Dear colleague,

The label 4/mm'm' for your single-domain iron crystal is one entry in a list of 122, and the list can be built by hand. A bar is written as a leading minus sign (-4, m-3m), J denotes the inversion as an operation, and a prime marks an operation combined with time reversal 1'.

1. Premises

(a) 1' leaves positions alone and reverses every magnetic moment. On charge and magnetisation densities it commutes with all spatial operations and its square is the identity.

(b) A magnetic (Shubnikov) point group is a subgroup 𝓜 of O(3) × {1, 1'} whose spatial parts form a finite group G that leaves a three-dimensional lattice invariant.

(c) Two such groups count as the same if an element of O(3) conjugates one into the other, primes kept.

(d) The finite subgroups of SO(3) are the cyclic groups Cn, the dihedral groups Dn and the groups T, O and I. I take this classical result as given.

In a lattice basis a rotation by θ is an integer matrix, so its trace 1 + 2cos θ is an integer and the order is 1, 2, 3, 4 or 6. That removes I and leaves 11 proper groups P: 1, 2, 3, 4, 6, 222, 32, 422, 622, 23, 432. Each is a subgroup of 432 or 622, which preserve a cubic and a hexagonal lattice, so all 11 occur.

2. Three types

Drop the primes. This is a homomorphism of 𝓜 onto G with kernel 𝓜 ∩ {1, 1'}.

If 1' lies in 𝓜, every g occurs both primed and unprimed, and 𝓜 = G × {1, 1'}, a grey group (type II).

Otherwise the kernel is trivial, and each g occurs once, with a sign χ(g) = +1 (unprimed) or −1 (primed). Two primes cancel by (a), so χ(g₁g₂) = χ(g₁)χ(g₂); I call such a map a sign character. If χ is trivial, 𝓜 = G (type I). If not, H = ker χ has index 2 and 𝓜 = H + (G − H)1' (type III). Conversely, a subgroup of index 2 is normal with quotient of order 2 and defines such a χ.

Types I and II give one group per class of G. For type III, a conjugation that relates two groups with the same G lies in the normaliser N(G) in O(3), so we must count the orbits of N(G) on the non-trivial χ. Elements of G itself do nothing, since χ(xgx⁻¹) = χ(g) for x in G.

3. The same construction for the inversion

J is also central and of order 2, and O(3) = SO(3) × {1, J}. Write each g through its proper part R = (det g) g. The proper parts form one of the 11 groups P, because every lattice is invariant under J. The argument of section 2 then gives three kinds of G: P itself; P × {1, J}; and the twisted group in which R is replaced by RJ wherever a non-trivial sign character ψ of P equals −1. Conjugation by J is trivial, so only the normaliser N(P) in SO(3) acts, and groups with different P are never equivalent.

Let a(P) be the number of orbits of N(P) on non-trivial characters of P, and b(P) the number of orbits on ordered pairs (ψ, χ) of non-trivial characters. The type III groups over a given P are:

G = P: a groups.

G = P × {1, J}: a character is a pair (χ on P, ε = value on J), and conjugation keeps ε. For ε = +1, χ must be non-trivial, giving a. For ε = −1, χ may also be trivial, giving a + 1. Together 2a + 1.

G twisted: g → R is an isomorphism, so characters of G are characters of P, and the magnetic group is fixed by (ψ, χ), giving b.

The total over P is 3a + 1 + b.

4. The characters and their orbits

Cn, generator c: χ(c)ⁿ = 1, so there is no non-trivial character for n = 1, 3 and one, χ(c) = −1, for n = 2, 4, 6.

Dn, generators c and a perpendicular twofold rotation u, with cⁿ = u² = 1 and ucu = c⁻¹: the last two relations hold for any signs, so χ(u) is free and χ(c) is free only for even n. Thus 32 has one non-trivial character, and 222, 422, 622 have three: χ₁ (c unprimed, u primed), χ₂ (c primed, u unprimed), χ₃ (both primed).

23: threefold rotations have χ³ = 1, so χ = +1. These eight elements and the identity exceed half of the 12 elements, so the kernel is the whole group. No non-trivial character.

432: the elements are the signed permutation matrices of determinant +1. The fourfold rotations about z and x generate the group, because their squares give the diagonal matrices and they transpose the axes (xy) and (yz), which generates all six permutations. They are conjugate and share one sign, so at most one non-trivial character exists. The parity of the axis permutation is one, with kernel 23.

With no non-trivial character a = b = 0; with one, a = b = 1. For three we need the normaliser. Let s be the rotation by π/n about the main axis. Then us⁻¹ = su, so sus⁻¹ = s²u = cu and scs⁻¹ = c. Hence s normalises Dn, fixes χ₁ and exchanges χ₂ and χ₃, since χ₂(cu) = −1 = χ₃(u).

In 422 and 622 the kernel Cn of χ₁ lies on the only axis of order above 2, so every normaliser element fixes χ₁ and the action is this exchange alone: a = 2. Burnside's lemma gives the number of orbits as the mean number of fixed points. The identity fixes 9 pairs and the exchange fixes only (χ₁, χ₁), so b = (9 + 1)/2 = 5.

In 222 a threefold rotation about [111] cycles the three axes and with them the three characters; together with s this yields all six permutations. Then a = 1, and pairs are either equal or unequal: b = (9 + 3×1 + 2×0)/6 = 2.

5. The count

P = 1, 3, 23: a = 0, b = 0, 3a + 1 + b = 1, three groups, subtotal 3
P = 2, 4, 6, 32, 432: a = 1, b = 1, 3a + 1 + b = 5, five groups, subtotal 25
P = 222: a = 1, b = 2, 3a + 1 + b = 6, subtotal 6
P = 422, 622: a = 2, b = 5, 3a + 1 + b = 12, two groups, subtotal 24

The sum of a over the 11 groups is 5 + 1 + 4 = 10, the number of twisted G, so there are 11 + 11 + 10 = 32 crystallographic point groups. The type III groups number 3 + 25 + 6 + 24 = 58, and the total is 32 + 32 + 58 = 122. By crystal system the 58 split as triclinic 1, monoclinic 5, orthorhombic 6, tetragonal 5 + 12 = 17, trigonal 1 + 5 = 6, hexagonal 17, cubic 6.

The 12 groups over 422 show how the symbols arise. From 422: 42'2', 4'22'. From 4/mmm with ε = +1: 4/mm'm', 4'/mm'm; with ε = −1: 4/m'm'm', 4/m'mm, 4'/m'm'm. From 4mm (ψ = χ₁): 4m'm', 4'm'm. From -42m (ψ = χ₂, for which the exchange is no longer available): -42'm', -4'2'm, -4'2m'.

6. Groups that admit a magnetisation

M is axial, so g acts on it through R, and time-odd, so a prime adds a sign. Invariance means χ(g) R M = M for all g with M ≠ 0. Grey groups fail because 1' gives −M, and a primed inversion fails likewise, so ε = +1. The condition then involves only P and χ, and the number of free components is the trace of the projector, n(M) = (1/|P|) Σ χ(R) tr R.

An unprimed rotation confines M to its axis. A primed rotation needs the eigenvalue −1 among 1 and exp(±iθ), which occurs only for θ = π, with M perpendicular to the axis. Therefore:

Cubic P: threefold rotations are never primed and confine M to four different axes at once, so M = 0.
Cn: trivial χ is allowed (three components for n = 1, otherwise one); primed c only for n = 2 (two components).
Dn: trivial χ fails, since M would lie along both c and u. χ₁ is allowed, with M along c and perpendicular to all primed axes. For n = 4, 6, χ₂ and χ₃ prime c and fail; in 222 they are equivalent to χ₁.

Each allowed (P, χ) occurs as the proper group, the centrosymmetric group, and once per orbit of ψ under the normaliser elements that fix χ. That number is a(P), except in 222, where fixing χ₁ leaves the 2 orbits ψ = χ₁ and ψ ≠ χ₁.

Type I: 1, -1; 2, 2/m, m; 3, -3; 4, 4/m, -4; 6, 6/m, -6. These are 2 + 3 + 2 + 3 + 3 = 13.
Type III: 2', 2'/m', m'; 2'2'2, m'm'm, m'm'2, m'm2'; 32', -3m', 3m'; 42'2', 4/mm'm', 4m'm', -42'm'; 62'2', 6/mm'm', 6m'm', -6m'2'. These are 3 + 4 + 3 + 4 + 4 = 18.

So 13 + 18 = 31 groups admit ferromagnetism, and none is cubic.

7. Range of validity

The count holds for three-dimensional lattice-periodic order and for tensors and densities. On states of half-integer spin, time reversal squares to −1, and double groups with corepresentations are needed to label them; the list of groups stays the same. Equivalence is geometric: the rotation s is eightfold for 422 and no lattice symmetry, so 4'22' and 4'2'2 are one point group but different orientations in a crystal. If a translation combined with 1' is a symmetry, as in many antiferromagnets, the point group is grey although the crystal is ordered. Incommensurate order falls outside premise (b). The groups rotate moments together with the lattice, which is all the symmetry there is once spin-orbit coupling acts; without it, spin and space rotate independently and the symmetry is larger. Finally, the 31 groups permit M ≠ 0 without fixing its size, so they include ferrimagnets and canted antiferromagnets.

8. Iron with M along [001]

Above the Curie temperature (1043 K, compiled value, Arale Brännvall 2024) a bcc iron crystal would have no preferred moment direction, and the parent group is m-3m1', of order 2 × 48 = 96. It carries M ∥ [001] into the 6 directions ±x, ±y, ±z, so the group that fixes M has order 96/6 = 16 and there are 6 domain states. J is unprimed, the fourfold rotations about z are unprimed, and the four twofold rotations in the xy plane reverse M and need a prime. So P = 422, χ = χ₁, ε = +1. The mirror normal to z is 2z·J, unprimed; the four mirrors containing z are primed. This is 4/mm'm', with H = 4/m of order 8. The traces are 3 for the identity, 1 for each fourfold and −1 for each twofold rotation, so n(M) = [3 + 1 + 1 − 1 + 4(−1)(−1)]/8 = 1.

The lattice hardly shows this. In the convention Δl/l = (3/2)λ₁₀₀(cos²φ − 1/3), φ the angle from M, c/a − 1 = (3/2)λ₁₀₀, which is 3×10⁻⁵ for a typical λ₁₀₀ of about 2×10⁻⁵.

Neutrons see it directly. With the origin on an atom every point operation is a symmetry without translation, so the transform of the magnetisation density obeys M(gQ) = χ(g) R M(Q). Unpolarised neutrons measure the squared nuclear amplitude plus the squared part of the magnetic amplitude perpendicular to Q. That sum is unchanged by χ and R, so the intensities have the symmetry 4/mmm, and the 12 cubic reflections {110} split into 4 of type (110) and 8 of type (101).

For (002), the fourfold axis fixes Q and forces M(Q) ∥ Q, so the magnetic intensity vanishes exactly. For (110), the unprimed mirror normal to z fixes Q and forces M(Q) ∥ z, perpendicular to Q. For (101), only the primed mirror normal to y fixes Q; it removes the y component and allows x and z. I neglect the x component, which needs spin-orbit canting, and take the density as collinear with one form factor f for both sets. With α the angle between Q and M, the intensity per atom is then proportional to b² + (pμf)² sin²α, with sin²α = 1 for (110) and 1/2 for (101). The bcc factor and, in this model, the Debye-Waller factor are common to both.

Here p = γ rₑ/2 per μB, with γ = 1.913 the magnitude of the neutron moment in nuclear magnetons and rₑ = 2.818 fm the classical electron radius, so p = 2.695 fm. The spin moment μ = 2.13 μB per atom (compiled value, Ekholm 2018, temperature not stated) gives pμ = 5.74 fm. As approximate inputs I take a = 2.87 Å, so that sin θ/λ = √2/(2a) = 0.246 Å⁻¹, f = 0.6 at that value, and the coherent scattering length b = 9.45 fm. Then pμf = 3.4 fm and x = (pμf/b)² = 0.13, and

I(110)/I(101) = (1 + x)/(1 + x/2) = 1.06.

With the domain axes equally populated each reflection averages sin²α to (1 + 1/2 + 1/2)/3 = 2/3, and the ratio returns to 1. Moving f to 0.55 or 0.65 gives 1.05 or 1.07; an orbital moment of typically 0.1 μB, added with the same f, raises the ratio by less than 0.01. Extinction is the term that rivals the effect: in a large crystal it typically weakens strong reflections by ten per cent or more and differently along different paths, so it must be corrected or avoided with a thin sample. The splitting into 4 + 8 and the zero at (002) follow from 4/mm'm' alone; the ratio 1.06 is the model's number, resting on the collinear kinematic formula and the approximate f and b.